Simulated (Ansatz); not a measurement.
## SO: pressure and energy above lowest point against volume per atom

Results calculated with Ansatz 0.2.0 development build, not measured. Equation of state of a cubic crystal from periodic Kohn-Sham density functional theory without spin; pressure corrected for the finite basis.

Cell of the first row (space group Fm-3m, No. 225):
```
CELL_PARAMETERS angstrom
0.00000 2.24770 2.24770
2.24770 0.00000 2.24770
2.24770 2.24770 0.00000
ATOMIC_POSITIONS crystal
S 0.00000 0.00000 0.00000
O 0.50000 0.50000 0.50000
```

Settings of every row: formula SO; structure type rock salt; functional r2SCAN; spin treatment none; k mesh 13x13x13; occupation method fermi-dirac; occupation width 0.1 eV; wave cutoff 1050 eV; datasets hand-made PAW; density cutoff ratio 5; xc grid level 2.

Limits: a cubic model structure, not a phase known at ambient conditions; the SCF threshold is loose for a stress in some rows.

```
row  volume per atom (Å³)  pressure (GPa)  energy above lowest point (meV/atom)
  1                11.355           11.32                                 26.79
  2                11.725               ?                                     ?
  3                12.096            0.85                                     0
  4                12.466          -3.213                                  2.86
  5                12.836          -6.648                                 14.37
```

Question: what pressure and energy above lowest point should row 2 give?

Worked fit of pressure. Take u = (V_r/V)^(2/3) − 1 with V_r = 12.281 Å³ an atom, which is twice the finite (Eulerian) strain; such expansions in the strain, on which the Birch-Murnaghan equation of state is built, carry the rest volume and the bulk modulus. The shown rows have u = 0.05365, 0.01017, -0.00992, -0.02904. Least squares give pressure = −1.2679 + 202.55 × u + 597.75 × u² GPa; a straight line predicts inner rows, each left out in turn, worse (root mean square 0.62 against 0.011 GPa). The rows lie off it by 0.001, -0.004, 0.005, -0.002 (root mean square 0.0034 GPa). The pressure vanishes at u = 0.0061, or V = 12.17 Å³ an atom, and there the bulk modulus at fixed shape and fractions is B = −V dP/dV = (2/3)(1 + u) dP/du = 141 GPa. The withheld row has u = 0.03137, so the fit gives −1.2679 + 202.55 × (0.03137) + 597.75 × (0.03137)² = 5.674 GPa.

The calculation gave 5.652 GPa. The fit lies 0.022 GPa (0.12 % of the column's range) above it; its largest miss of a shown row is 0.005 GPa.

Worked fit of energy above lowest point. Take u = (V_r/V)^(2/3) − 1 with V_r = 12.281 Å³ an atom, which is twice the finite (Eulerian) strain; such expansions in the strain, on which the Birch-Murnaghan equation of state is built, carry the rest volume and the bulk modulus. The shown rows have u = 0.05365, 0.01017, -0.00992, -0.02904. Least squares give energy above lowest point = 0.244 − 142.18 × u + 11871.3 × u² meV/atom; a straight line predicts inner rows, each left out in turn, worse (root mean square 12 against 0.075 meV/atom). The rows lie off it by 0.00, -0.03, 0.04, -0.01. Its lowest point lies at u = 0.0060, or V = 12.17 Å³ an atom, and the curvature there gives the bulk modulus at fixed shape and fractions, B = (4/9)(1 + u)² E″(u)/V = 141 GPa. The withheld row has u = 0.03137, so the fit gives 0.244 − 142.18 × (0.03137) + 11871.3 × (0.03137)² = 7.47 meV/atom.

The calculation gave 7.36 meV/atom. The fit lies 0.11 meV/atom (1.5 % of the value, 0.41 % of the column's range) above it; its largest miss of a shown row is 0.04 meV/atom.
